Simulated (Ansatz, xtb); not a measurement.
# Two isomers of C4H8N2Si

We compare X, `Nc1cc[nH]c1[SiH3]`, a singlet, with Y, `Nc1c[nH]cc1[SiH3]`, a singlet. Both are isolated molecules in the gas phase, relaxed with PBE0-D3(BJ)/def2-SVP; the shapes shown needn't be the lowest conformers.

X (Å):

```xyz
15

C    -0.4115   -0.1188    0.1575
C    -1.0534    0.2979    1.3556
C    -2.3600    0.6095    1.0285
C    -1.3499   -0.0466   -0.8781
N     0.8947   -0.5798    0.0570
N    -2.5294    0.3977   -0.2962
Si   -1.1677   -0.4870   -2.6609
H     1.5163   -0.1975    0.7596
H     1.3013   -0.4831   -0.8673
H    -0.6074    0.3560    2.3466
H    -3.1712    0.9733    1.6559
H    -3.3831    0.5757   -0.8043
H    -1.4350   -1.9270   -2.9772
H    -2.1196    0.3323   -3.4780
H     0.2346   -0.1931   -3.0994
```

Y (Å):

```xyz
15

C    -0.4718   -0.3249    0.1760
C    -1.1212   -0.0751    1.3701
C    -2.4829    0.5986   -0.2739
C    -1.3387    0.1026   -0.8866
N     0.7646   -0.9409   -0.0119
N    -2.3457    0.4798    1.0675
Si   -1.0400   -0.0416   -2.7068
H     1.3195   -1.0057    0.8337
H     1.3152   -0.5093   -0.7480
H    -0.8128   -0.2522    2.3975
H    -3.0320    0.7650    1.7504
H    -3.3811    1.0245   -0.7169
H    -1.1050   -1.4532   -3.1999
H    -2.0649    0.7619   -3.4424
H     0.3194    0.4776   -3.0730
```

Quicker runs give these differences E(Y) − E(X): GFN2-xTB +1.65 kcal/mol; HF/STO-3G +0.16 kcal/mol (at GFN2-xTB geometries); r2SCAN-D4/def2-SVP +0.56 kcal/mol (at GFN2-xTB geometries).

Question: Estimate E(Y) − E(X) at the level CCSD(T)/def2-SVP + ΔMP2/def2-TZVPP.

Answer: Too close to call at this level: CCSD(T)/def2-SVP + ΔMP2/def2-TZVPP gives E(Y) − E(X) = −0.21 kcal/mol.

Level by level:

```json
{"level": "GFN2-xTB", "geometry": "GFN2-xTB", "E(Y) − E(X) (kcal/mol)": "+1.65", "departure from the last row (kcal/mol)": "+1.86", "job, with rough time for the two": "optimisation, 0.41 s"}
{"level": "HF/STO-3G", "geometry": "GFN2-xTB", "E(Y) − E(X) (kcal/mol)": "+0.16", "departure from the last row (kcal/mol)": "+0.38", "job, with rough time for the two": "single point, 0.56 s"}
{"level": "r2SCAN-D4/def2-SVP", "geometry": "GFN2-xTB", "E(Y) − E(X) (kcal/mol)": "+0.56", "departure from the last row (kcal/mol)": "+0.77", "job, with rough time for the two": "single point, 4.8 s"}
{"level": "PBE0-D3(BJ)/def2-SVP", "geometry": "PBE0-D3(BJ)/def2-SVP", "E(Y) − E(X) (kcal/mol)": "+0.26", "departure from the last row (kcal/mol)": "+0.47", "job, with rough time for the two": "optimisation, 61 s"}
{"level": "HF/def2-SVP", "geometry": "PBE0-D3(BJ)/def2-SVP", "E(Y) − E(X) (kcal/mol)": "−0.49", "departure from the last row (kcal/mol)": "−0.28", "job, with rough time for the two": "part of the CCSD(T) run"}
{"level": "MP2/def2-SVP", "geometry": "PBE0-D3(BJ)/def2-SVP", "E(Y) − E(X) (kcal/mol)": "−0.34", "departure from the last row (kcal/mol)": "−0.13", "job, with rough time for the two": "part of the CCSD(T) run"}
{"level": "CCSD(T)/def2-SVP", "geometry": "PBE0-D3(BJ)/def2-SVP", "E(Y) − E(X) (kcal/mol)": "−0.39", "departure from the last row (kcal/mol)": "−0.18", "job, with rough time for the two": "single point"}
{"level": "CCSD(T)/def2-SVP + ΔMP2/def2-TZVPP", "geometry": "PBE0-D3(BJ)/def2-SVP", "E(Y) − E(X) (kcal/mol)": "−0.21", "departure from the last row (kcal/mol)": "", "job, with rough time for the two": "single point, 61 s"}
```

As drawn, both hold the same kinds of bond in the same numbers.

The largest departure from CCSD(T)/def2-SVP + ΔMP2/def2-TZVPP is that of GFN2-xTB, 1.86 kcal/mol. The last row adds to CCSD(T) the change of the MP2 difference between the two basis sets, here +0.18 kcal/mol.

With thermal terms from frequencies at re-optimised GFN2-xTB minima (ideal gas, soft modes damped towards free rotors, one conformer each, 298.15 K, 1 atm): the zero-point term adds −0.11 kcal/mol; ΔH is −0.32 and ΔG −0.27 kcal/mol.

The correlated steps freeze 11 core orbitals. Codes used: Ansatz 0.2.0, xtb 6.7.1; the last row on 2 threads of Intel(R) Xeon(R) 6975P-C (Granite Rapids) on a shared host.

Both isomers are 3-aminopyrroles with the silyl group next to the amino group; only its placement changes, from the carbon beside the ring nitrogen in X to a β carbon in Y. The aromatic ring and the amino-silyl contact are thus retained, and most of the energy cancels. What remains is the silyl group's response to the two ring sites. Silyl is a σ-donor and only a weak π-acceptor, so the inductive pull of nitrogen at the α carbon and the greater π density at the β carbon probably offset each other.

Correlation hardly alters the balance: Hartree-Fock, MP2 and CCSD(T) in def2-SVP all lean slightly towards Y. PBE0 leans the other way with the same basis and geometries, so that reversal comes from the electronic treatment, not the structures. The basis correction of +0.18 kcal/mol is nearly as large as the final difference, which supports near-degeneracy but no preference for Y. Nor does near-equal energy imply that silylation would give both isomers equally, since that depends on the barriers.
